\section*{Appendix: Projection operators and block diagonalisation of the dynamical matrix}

\subsection*{A.1 Premises and conventions}

A crystal has $r$ atoms per primitive cell at $\mathbf x(l\kappa)=\mathbf x(l)+\mathbf x(\kappa)$, with masses $M_\kappa$. Three premises are used.
(i) The nuclei move on an adiabatic potential expanded to second order about equilibrium, with real force constants $\Phi_{\alpha\beta}(l\kappa;l'\kappa')=\Phi_{\beta\alpha}(l'\kappa';l\kappa)$ whose lattice sums converge absolutely.
(ii) The potential is invariant under each space-group operation $g=\{R|\mathbf v\}$, $g\mathbf x=R\mathbf x+\mathbf v$, with $R$ real orthogonal. If $g$ carries $(l\kappa)$ to $(LK)$ and $(l'\kappa')$ to $(L'K')$, then $M_K=M_\kappa$ and
\begin{equation}
\Phi(LK;L'K')=R\,\Phi(l\kappa;l'\kappa')\,R^{T}. \label{cov}
\end{equation}
The sublattice $K=F(\kappa;R)$ depends on $R$ alone, because two operations with the same $R$ differ by a lattice translation.
(iii) A rigid translation costs no energy: $\sum_{l'\kappa'}\Phi(l\kappa;l'\kappa')=0$. This is needed only from A.6 on.

With $\mathbf w=\sqrt{M_\kappa}\,\mathbf u$ and time dependence $e^{-i\omega t}$ the equations of motion read $\omega^2\mathbf w=\mathcal D\mathbf w$, where $\mathcal D$ has the kernel $\Phi/\sqrt{M_\kappa M_{\kappa'}}$. On the Bloch space $V_{\mathbf q}$ of fields $\mathbf w(l\kappa)=\mathbf e(\kappa)e^{i\mathbf q\cdot\mathbf x(l)}$, with the phase referred to the cell origin, $\mathcal D$ acts as the Hermitian $3r\times3r$ matrix
\begin{equation}
D_{\alpha\beta}(\kappa\kappa'|\mathbf q)=\frac{1}{\sqrt{M_\kappa M_{\kappa'}}}\sum_{l'}\Phi_{\alpha\beta}(l\kappa;l'\kappa')\,e^{i\mathbf q\cdot[\mathbf x(l')-\mathbf x(l)]}. \label{dyn}
\end{equation}
In this convention $V_{\mathbf q+\mathbf G}=V_{\mathbf q}$ for a reciprocal-lattice vector $\mathbf G$.

\subsection*{A.2 The matrices $T(R)$}

Define $(O_g\mathbf w)(LK)=R\,\mathbf w(l\kappa)$: the displacement is rotated and moved to the image site, so $O_{g_1}O_{g_2}=O_{g_1g_2}$. By \eqref{cov},
\begin{equation}
(\mathcal DO_g\mathbf w)(LK)=\sum_{l'\kappa'}\frac{R\,\Phi(l\kappa;l'\kappa')R^{T}}{\sqrt{M_\kappa M_{\kappa'}}}\,R\,\mathbf w(l'\kappa')=(O_g\mathcal D\mathbf w)(LK).
\end{equation}
For a Bloch field write $\mathbf q\cdot\mathbf x(l)=R\mathbf q\cdot R\mathbf x(l)$ and use $R\mathbf x(l)=\mathbf x(L)+\mathbf x(K)-g\mathbf x(\kappa)$. The image lies in $V_{R\mathbf q}$ and has the amplitude $R\,\mathbf e(\kappa)\exp\{iR\mathbf q\cdot[\mathbf x(K)-g\mathbf x(\kappa)]\}$. The rotations with $R\mathbf q=\mathbf q$ modulo $\mathbf G$ form the point group of the wave vector, $G_0(\mathbf q)$, of order $h$. For them $V_{\mathbf q}$ maps onto itself, and since $\mathbf x(K)-g\mathbf x(\kappa)$ is a lattice vector, $R\mathbf q$ may be replaced by $\mathbf q$ in the phase. An extra lattice translation $\mathbf t$ in $\mathbf v$ multiplies the amplitude by $e^{-i\mathbf q\cdot\mathbf t}$. The factor $e^{i\mathbf q\cdot\mathbf v}$ cancels this and leaves one matrix per rotation, as in the treatment of Maradudin and Vosko (1968):
\begin{equation}
T_{\alpha\beta}(K\kappa|R)=R_{\alpha\beta}\,\delta_{K,F(\kappa;R)}\,e^{i\mathbf q\cdot\mathbf v}\,e^{i\mathbf q\cdot[\mathbf x(K)-g\mathbf x(\kappa)]}. \label{T}
\end{equation}
$T(R)$ is a product of a permutation, an orthogonal matrix and phases, hence unitary, and
\begin{equation}
T(R)D(\mathbf q)=D(\mathbf q)T(R),\qquad R\in G_0(\mathbf q). \label{comm}
\end{equation}
The product $g_1g_2$ has the translation $R_1\mathbf v_2+\mathbf v_1$. Comparing the prefactors $e^{i\mathbf q\cdot(\mathbf v_1+\mathbf v_2)}$ and $e^{i\mathbf q\cdot(R_1\mathbf v_2+\mathbf v_1)}$ gives
\begin{equation}
T(R_1)T(R_2)=\phi(R_1,R_2)\,T(R_1R_2),\qquad \phi=e^{i(\mathbf q-R_1^{-1}\mathbf q)\cdot\mathbf v_2}. \label{mult}
\end{equation}
The $T(R)$ form a unitary multiplier (projective) representation with $|\phi|=1$. Since $\mathbf q-R_1^{-1}\mathbf q$ is a reciprocal-lattice vector, $\phi=1$ inside the Brillouin zone, where that vector vanishes, and everywhere for a symmorphic group, where the origin can be chosen so that each $\mathbf v$ is a lattice vector. Below, $\tau^s(R)$ are the inequivalent irreducible unitary matrices of dimension $f_s$ that obey \eqref{mult} with the same $\phi$, and $\chi^s=\mathrm{Tr}\,\tau^s$.

\subsection*{A.3 Schur's lemma and orthogonality}

\emph{Lemma.} If $A\,\tau^{s'}(R)=\tau^{s}(R)A$ for all $R$, then $A=0$ for $s\neq s'$ and $A=a\mathbf 1$ for $s=s'$.
\emph{Proof.} The kernel of $A$ is invariant under $\tau^{s'}$ and its range under $\tau^s$. Irreducibility allows only the null space or the whole space, so $A$ is zero or invertible, and an invertible $A$ would make the two sets equivalent. For $s=s'$, $A$ has a complex eigenvalue $a$; $A-a\mathbf 1$ satisfies the hypothesis and is singular, hence zero. The multiplier does not enter.

For any $f_{s'}\times f_s$ matrix $Y$ let $X=\sum_R\tau^{s'}(R)Y\tau^s(R)^\dagger$. Then $\tau^{s'}(R')X\tau^s(R')^\dagger=\sum_R|\phi(R',R)|^2\tau^{s'}(R'R)Y\tau^s(R'R)^\dagger=X$, because $R'R$ runs over the group. The lemma gives $X=0$ for $s\ne s'$, and for $s=s'$ the trace fixes $X=(h/f_s)(\mathrm{Tr}\,Y)\mathbf 1$. Taking $Y$ with a single unit entry at $(\mu',\mu)$,
\begin{equation}
\sum_R\tau^s_{\lambda\mu}(R)^*\,\tau^{s'}_{\lambda'\mu'}(R)=\frac{h}{f_s}\,\delta_{ss'}\delta_{\lambda\lambda'}\delta_{\mu\mu'}. \label{orth}
\end{equation}

\subsection*{A.4 Projection operators and the adapted basis}

The orthogonal complement of a subspace invariant under the unitary $T(R)$ is invariant too, so the amplitude space decomposes into irreducible parts. There is an orthonormal basis $|sa\lambda\rangle$, $a=1,\dots,c_s$, $\lambda=1,\dots,f_s$, $\sum_sc_sf_s=3r$, with
\begin{equation}
T(R)|sa\lambda\rangle=\sum_\mu\tau^s_{\mu\lambda}(R)|sa\mu\rangle. \label{law}
\end{equation}
The trace is $\chi_T=\sum_sc_s\chi^s$, and \eqref{orth} summed over $\lambda=\mu$, $\lambda'=\mu'$ yields
\begin{equation}
c_s=\frac1h\sum_R\chi^s(R)^*\chi_T(R),\qquad \sum_sc_s^2=\frac1h\sum_R|\chi_T(R)|^2. \label{cs}
\end{equation}
Define
\begin{equation}
P^s_{\lambda\mu}=\frac{f_s}{h}\sum_R\tau^s_{\lambda\mu}(R)^*\,T(R). \label{P}
\end{equation}
From \eqref{law} and \eqref{orth}, $P^s_{\lambda\mu}|s'a\nu\rangle=\delta_{ss'}\delta_{\mu\nu}|sa\lambda\rangle$, that is $P^s_{\lambda\mu}=\sum_a|sa\lambda\rangle\langle sa\mu|$. Four properties can be read off:
\begin{equation}
P^{s\dagger}_{\lambda\mu}=P^s_{\mu\lambda},\quad P^s_{\lambda\mu}P^{s'}_{\nu\rho}=\delta_{ss'}\delta_{\mu\nu}P^s_{\lambda\rho},\quad \sum_{s\lambda}P^s_{\lambda\lambda}=\mathbf 1,\quad T(R)P^s_{\lambda\mu}=\sum_\nu\tau^s_{\nu\lambda}(R)P^s_{\nu\mu}. \label{alg}
\end{equation}
They hold for the matrices \eqref{P} whatever basis was used to prove them, and they construct a basis. $P^s_{11}$ is an orthogonal projector of rank $c_s$. Orthonormalise its columns to obtain $|sa1\rangle$ and set $|sa\lambda\rangle=P^s_{\lambda1}|sa1\rangle$. The last relation in \eqref{alg} gives \eqref{law}, and the first two give $\langle sa\lambda|s'b\mu\rangle=\langle sa1|P^s_{1\lambda}P^{s'}_{\mu1}|s'b1\rangle=\delta_{ss'}\delta_{\lambda\mu}\delta_{ab}$. The count $\sum_sc_sf_s=3r$ shows that the set is complete.

\subsection*{A.5 Block form of $D(\mathbf q)$}

Fix $s,a,s',b$ and let $A_{\lambda\mu}=\langle sa\lambda|D|s'b\mu\rangle$. Take the matrix element of \eqref{comm}. By \eqref{law}, $\langle sa\lambda|DT|s'b\mu\rangle=(A\tau^{s'})_{\lambda\mu}$. The span of the $|sa\nu\rangle$ and its complement are both invariant, so $\langle sa\lambda|T=\sum_\nu\tau^s_{\lambda\nu}\langle sa\nu|$ and $\langle sa\lambda|TD|s'b\mu\rangle=(\tau^sA)_{\lambda\mu}$. The lemma applies:
\begin{equation}
\langle sa\lambda|D(\mathbf q)|s'b\mu\rangle=\delta_{ss'}\,\delta_{\lambda\mu}\,d^s_{ab}(\mathbf q). \label{block}
\end{equation}
With the basis ordered by $s$, then $\lambda$, then $a$, $D(\mathbf q)$ consists of $f_s$ identical Hermitian $c_s\times c_s$ blocks $d^s$ for each $s$. Each eigenvalue of $d^s$ is therefore at least $f_s$-fold degenerate, and $D(\mathbf q)$ holds at most $\sum_sc_s^2$ independent real numbers. The partner construction matters. The character projector $P^s=\sum_\lambda P^s_{\lambda\lambda}=(f_s/h)\sum_R\chi^s(R)^*T(R)$ alone isolates a block of size $f_sc_s$, and vectors chosen independently in the ranges of the $P^s_{\lambda\lambda}$ give blocks that are unitarily equivalent but in general not identical.

\emph{Case $c_s=1$.} The block is a number, and each $|s1\lambda\rangle$ is an eigenvector. The eigenspace is the range of $P^s$, which by \eqref{T} contains neither force constants nor masses. It is fixed up to a phase for $f_s=1$ and up to a unitary mixing of the partners for $f_s>1$. $T$ couples only sublattices in one orbit of $F$, so each orbit spans an invariant subspace. A representation that occurs once lies in a single orbit, with a single mass $M$, and from \eqref{dyn}
\begin{equation}
\omega_s^2=\frac{\mathrm{Tr}[P^sD]}{f_s}=\frac1M\sum_{\kappa\alpha,\kappa'\beta}\sum_{l'}e^*_\alpha(\kappa)\,\Phi_{\alpha\beta}(l\kappa;l'\kappa')\,e_\beta(\kappa')\,e^{i\mathbf q\cdot[\mathbf x(l')-\mathbf x(l)]}, \label{lin}
\end{equation}
where $\mathbf e$ is any unit vector of the eigenspace. This is linear in $\Phi$, with coefficients set by geometry. For $c_s=2$ the elements $d_{ab}$ are still linear in $\Phi$, but $\omega^2_\pm=\tfrac12(d_{11}+d_{22})\pm[\tfrac14(d_{11}-d_{22})^2+|d_{12}|^2]^{1/2}$ is not, and the eigenvectors depend on the dynamics; only the trace of the block remains linear.

\subsection*{A.6 The hcp structure at $\mathbf q=0$}

Take $\mathbf a_1=a\hat{\mathbf x}$, $\mathbf a_2=a(-\tfrac12\hat{\mathbf x}+\tfrac{\sqrt3}{2}\hat{\mathbf y})$, $\mathbf a_3=c\hat{\mathbf z}$, space group $P6_3/mmc$, and atoms of mass $M$ at fractional positions $(\tfrac13,\tfrac23,\tfrac14)$ and $(\tfrac23,\tfrac13,\tfrac34)$. At $\mathbf q=0$ all phases are unity, $G_0=D_{6h}$, $h=24$, and $T(R)=\Pi(R)\otimes R$ with $\Pi$ the $2\times2$ sublattice permutation. The site group $D_{3h}$, generated by $C_3$ about $z$ and the mirrors $\sigma_x$ ($x\to-x$) and $\sigma_z$ ($z\to-z$) through an atom, keeps each sublattice. The inversion $I$ at the origin exchanges them. Every element is $C_3^k\sigma_x^m\sigma_z^nI^p$, and $\eta(R)=(-1)^p$ is a one-dimensional representation. Exchanging elements have $\chi_T=0$; the others have $\chi_T=2\,\mathrm{Tr}R$:
\begin{equation}
\begin{array}{c|cccccc}
 & E & 2C_3 & 3C_2\,(y\text{ type}) & \sigma_z & 2S_3 & 3\sigma\,(\sigma_x\text{ type})\\ \hline
\chi_T & 6 & 0 & -2 & 2 & -4 & 2
\end{array}
\end{equation}
Then $\sum_R|\chi_T|^2=96$ and \eqref{cs} gives $\sum_sc_s^2=4$.

With $\mathbf s=(1,1)/\sqrt2$ and $\mathbf b=(1,-1)/\sqrt2$ in sublattice space, $\Pi=\mathbf s\mathbf s^T+\eta\,\mathbf b\mathbf b^T$, and $R=R_\parallel\oplus R_{zz}$ with $R_\parallel$ the $2\times2$ basal block. $T$ thus reduces to $R_{zz}$, $R_\parallel$, $\eta R_{zz}$ and $\eta R_\parallel$. The first two are $A_{2u}$ and $E_{1u}$. The last two are even under $I$. $\eta R_{zz}$ is odd under the sixfold rotation, which exchanges the sublattices, and even under the twofold axes along $\mathbf a_1$ and its equivalents; it is $B_{1g}$ when these axes are called $C_2'$, and $B_{2g}$ in the other convention. $\eta R_\parallel$ is irreducible, as $R_\parallel$ is, and equals $+\mathbf 1$ for $C_{2z}$, which makes it $E_{2g}$. The four are inequivalent, so each has $c_s=1$, in accord with $\sum_sc_s^2=4$.

Insert $\tau=\eta R_\parallel$, which is real, in \eqref{P} and use $\eta\Pi=\eta\,\mathbf s\mathbf s^T+\mathbf b\mathbf b^T$:
\begin{equation}
[P_{\lambda\mu}]_{\alpha\beta}=\frac{2}{24}\Big[\mathbf s\mathbf s^T\sum_R\eta R_{\lambda\mu}R_{\alpha\beta}+\mathbf b\mathbf b^T\sum_RR_{\lambda\mu}R_{\alpha\beta}\Big],\qquad\lambda,\mu\in\{x,y\}.
\end{equation}
By \eqref{orth} the first sum vanishes ($E_{2g}$ against $E_{1u}$ or $A_{2u}$) and the second is $12\,\delta_{\lambda\alpha}\delta_{\mu\beta}$. Hence $P_{\lambda\mu}=\mathbf b\mathbf b^T\otimes\hat{\mathbf e}_\lambda\hat{\mathbf e}_\mu^T$, and the partners are $\mathbf b\otimes\hat{\mathbf x}$ and $\mathbf b\otimes\hat{\mathbf y}$: successive basal planes slide rigidly in opposite directions.

To evaluate \eqref{lin}, let $-\mathsf K_n$ be the sum of $\Phi$ between one atom and all atoms of the layer $n$ steps above it, the spacing being $c/2$. $C_3$ and $\sigma_x$ fix the atom and map each layer onto itself, so by \eqref{cov} $\mathsf K_n$ commutes with the vector representation $E\oplus A_1$ of $C_{3v}$, and the lemma gives $\mathsf K_n=\mathrm{diag}(K_n,K_n,L_n)$. The mirror $\sigma_z$ gives $\mathsf K_{-n}=\mathsf K_n$, and $I$ makes the constants equal for the two sublattices. Odd $n$ connect different sublattices, so $D_{xx}(12)=D_{xx}(21)=-(2/M)\sum_{n>0,\,\mathrm{odd}}K_n$, and premise (iii) gives $D_{xx}(11)=D_{xx}(22)=-D_{xx}(12)$. The $\mathbf s$ modes then have zero frequency, and for $\mathbf b\otimes\hat{\mathbf x}$
\begin{equation}
\omega^2(E_{2g})=D_{xx}(11)-D_{xx}(12)=\frac4M\,(K_1+K_3+K_5+\dots). \label{E2g}
\end{equation}
The same steps give $\omega^2(B_{1g})$ with $L_n$ in place of $K_n$. In-plane and even-layer constants drop out exactly.

As an explicit case keep only the three nearest atoms of each adjacent layer. The bond $(0,a/\sqrt3,c/2)$ lies in the plane of $\sigma_x$ and has an inversion centre at its midpoint, so $-\Phi$ is symmetric, with entries $xx=\alpha$, $yy=\beta$, $zz=\gamma$, $yz=\delta$ and no others. The sum over the three $C_3$ images gives $K_1=\tfrac32(\alpha+\beta)$ and $L_1=3\gamma$, while $\delta$ cancels. Thus $\omega^2(E_{2g})=6(\alpha+\beta)/M$ and $\omega^2(B_{1g})=12\gamma/M$.

\subsection*{A.7 Range of validity}

Equation \eqref{block} uses only \eqref{comm}. It holds for any range of the forces compatible with premise (i), and for any other matrix that commutes with the $T(R)$, such as the phonon self-energy of an anharmonic crystal in thermal equilibrium. For $c_s=1$ the polarisation then stays fixed, but the shifted $\omega^2$ is no longer linear in the harmonic $\Phi$ alone. The limits are these.
(a) At zone-boundary points of non-symmorphic groups the multiplier representations must be used. At $\mathbf q=(0,0,\pi/c)$ in hcp, with $\mathbf v=0$ for $I$ and $\mathbf v=\tfrac c2\hat{\mathbf z}$ for $C_{2z}$, \eqref{mult} gives $\phi(I,C_{2z})=-1$ and $\phi(C_{2z},I)=+1$. The two matrices anticommute, the determinant then requires $(-1)^{f_s}=1$, and every $f_s$ is even.
(b) Real $\Phi$ implies $D(-\mathbf q)=D(\mathbf q)^*$. Where an operation sends $\mathbf q$ to $-\mathbf q$ modulo $\mathbf G$, this adds an antiunitary symmetry, which may relate two blocks or constrain one. It adds to \eqref{block} and does not undo it. Beyond this, symmetry neither orders the levels nor excludes accidental coincidences.
(c) In polar insulators the dipole sums are not absolutely convergent. The limit $\mathbf q\to0$ depends on direction, and for infrared-active modes the group of that direction applies. A metal such as Mg has screened forces.
(d) Strain that lowers the point symmetry, applied fields and magnetic order can reduce the group, which may split the degeneracies and raise the $c_s$. Defects and mass disorder remove the periodicity itself.

\subsection*{A.8 Numerical illustration: magnesium}

The constants $K_n$ also fix $C_{44}$. Since $\mathsf K_n$ is diagonal, rigid-layer motion $u_p\hat{\mathbf x}$ of layers $p$ is closed, and premise (iii) gives $M\ddot u_p=\sum_{n>0}K_n(u_{p+n}+u_{p-n}-2u_p)$. For $u_p\propto e^{ikpc/2}$,
\begin{equation}
\omega^2(k)=\frac4M\sum_{n>0}K_n\sin^2\frac{nkc}{4}.
\end{equation}
At $k=2\pi/c$ this is \eqref{E2g}. For $k\to0$ it is $\omega^2=k^2c^2\sum_nn^2K_n/4M$, which for an unstressed crystal equals $C_{44}k^2/\rho$ with $\rho=4M/(\sqrt3a^2c)$. With $\kappa_n=K_n/K_1$ and $\nu=\omega/2\pi$,
\begin{equation}
\sum_{n>0}n^2K_n=\frac{\sqrt3\,a^2C_{44}}{c},\qquad \nu=\nu_0\left[\frac{1+\kappa_3+\dots}{1+4\kappa_2+9\kappa_3+\dots}\right]^{1/2},\qquad \nu_0=\frac1\pi\left[\frac{\sqrt3\,a^2C_{44}}{cM}\right]^{1/2}.
\end{equation}
Take as approximate room-temperature inputs $a=0.321$~nm, $c=0.521$~nm, $C_{44}=16.4$~GPa and an atomic mass of $24.305$~u, so $M=4.036\times10^{-26}$~kg. Then $\sum_nn^2K_n=5.62$~N\,m$^{-1}$. If only adjacent layers interact, this is $K_1$, and \eqref{E2g} gives $\omega^2=5.57\times10^{26}$~s$^{-2}$ and $\nu_0=3.76$~THz, the third figures being kept only to carry the arithmetic. In the nearest-neighbour form, $\alpha+\beta=3.7$~N\,m$^{-1}$.

The uncontrolled step is the truncation at $n=1$, made to turn one elastic constant into a force constant. To first order $\delta\nu/\nu_0=-2\kappa_2-4\kappa_3$. For illustrative values, $\kappa_2=+0.05$ or $-0.05$ gives $\nu=3.4$ or $4.2$~THz, and $\kappa_3=+0.02$ or $-0.02$ gives $3.5$ or $4.1$~THz. The estimate is therefore $\nu\approx3.8$~THz, and distant-layer constants of a few per cent of $K_1$ already change its second figure. The twofold degeneracy, the pattern $\mathbf b\otimes\hat{\mathbf e}_\lambda$ and the linear form \eqref{E2g} do not depend on that truncation.